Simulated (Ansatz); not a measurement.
**Trial structures of Zr₃S₂: starts and ends**

Level of theory: DFT PBE, scalar-relativistic, plane waves, PAW (Ansatz). All cells share a 420 eV cutoff and Γ-centred k meshes spaced at most about 0.3 Å⁻¹ (about 0.25 or finer for metals, 2π included). No spin polarisation in the final relaxations.

Each guess was relaxed in cell and atoms at zero pressure, within the symmetry of its start. These are static total energies at zero pressure. Coordination counts S atoms around Zr (those within 1.25 times the shortest such distance or 1.15 times the sum of covalent radii; a plus sign parts nearer from farther groups; a slash parts the counts of unlike sites).

```csv
guess,made from,start group,V start (Å³/atom),end group,V end (Å³/atom),coordination at the end,gap on mesh (eV),E over the lowest end (meV/atom)
1,a Materials Project cell,R32,20.4,R32,20.2,Zr 4,0,0
2,random cell,I-4m2,23.0,I-4m2,21.7,Zr 3/4,0,87
3,random cell,Pm-3m,23.8,?,?,?,?,?
4,random cell,Immm,21.9,Immm,18.9,Zr 4/4+2,0,119
5,random cell,P6/mmm,24.1,P6/mmm,21.0,Zr 2/6,0,573
```

Guess 3 as it starts:

```cif
data_structure
_symmetry_space_group_name_H-M 'Pm-3m'
_symmetry_Int_Tables_number 221
_cell_length_a 4.9179
_cell_length_b 4.9179
_cell_length_c 4.9179
_cell_angle_alpha 90.000
_cell_angle_beta 90.000
_cell_angle_gamma 90.000
_cell_volume 118.94
loop_
_atom_site_label
_atom_site_type_symbol
_atom_site_symmetry_multiplicity
_atom_site_Wyckoff_symbol
_atom_site_fract_x
_atom_site_fract_y
_atom_site_fract_z
_atom_site_occupancy
Zr1 Zr 3 d 0.50000 0.00000 0.00000 1
S1 S 1 b 0.50000 0.50000 0.50000 1
S2 S 1 a 0.00000 0.00000 0.00000 1
```

Problem. Predict the end of this guess and its energy over the lowest end.

Solution. It ends in space group Pm-3m (No. 221), with a = 4.797 Å, 22.1 Å³/atom and no gap. It lies 0.85 eV/atom over the lowest end, above guess 5 and so the highest of the set. Counting S atoms around Zr, this end has Zr 2 and the lowest (guess 1) has Zr 4.

```cif
data_structure
_symmetry_space_group_name_H-M 'Pm-3m'
_symmetry_Int_Tables_number 221
_cell_length_a 4.7969
_cell_length_b 4.7969
_cell_length_c 4.7969
_cell_angle_alpha 90.000
_cell_angle_beta 90.000
_cell_angle_gamma 90.000
_cell_volume 110.38
loop_
_atom_site_label
_atom_site_type_symbol
_atom_site_symmetry_multiplicity
_atom_site_Wyckoff_symbol
_atom_site_fract_x
_atom_site_fract_y
_atom_site_fract_z
_atom_site_occupancy
Zr1 Zr 3 d 0.50000 0.00000 0.00000 1
S1 S 1 b 0.50000 0.50000 0.50000 1
S2 S 1 a 0.00000 0.00000 0.00000 1
```

The zero of energy is the elements' standard structures at the same level; no fitted shifts are applied.

Problem. Is the lowest end bound against the elements?

Solution. Yes: its formation energy is −1.09 eV/atom. It lies below the elements, which doesn't yet make it stable against other compounds or structures.

A magnetic state wasn't ruled out in cells without spin, among them P6/mmm. The reference form of S is held partly by dispersion forces, which this level lacks. Cells relaxed within their symmetry can be saddle points; a later kick test found a lower structure for Zr3S2 Immm. Some types were kept out of the candidates beforehand, so the set may lack a known form.

The high energy of the Pm-3m end comes from its two very unequal sulfur sites. The atoms form an antiperovskite arrangement in which the corner S sits in a tight Zr octahedron, while the body-centre S has twelve Zr neighbours, all well beyond a normal Zr–S bond length. Every position is fixed by symmetry, so the lattice parameter alone must serve both sites: shrinking the cell to bind the central S would further compress the already short octahedral bonds. The two S neighbours counted around each Zr thus all belong to one sulfur site, and the other is badly underbonded.

Across the set, poor Zr–S coordination on some or all Zr sites goes with the two highest energies, but the count doesn't give the full order: guess 4 lies above guess 2 despite its fuller coordination. Nor does density, as guess 4 is the most compact. The absence of a gap fits a metal-rich sulfide, where Zr keeps d electrons for metal–metal bonding. Even the Pm-3m end remains below the elements, so a negative formation energy is a weak test of a structure here.
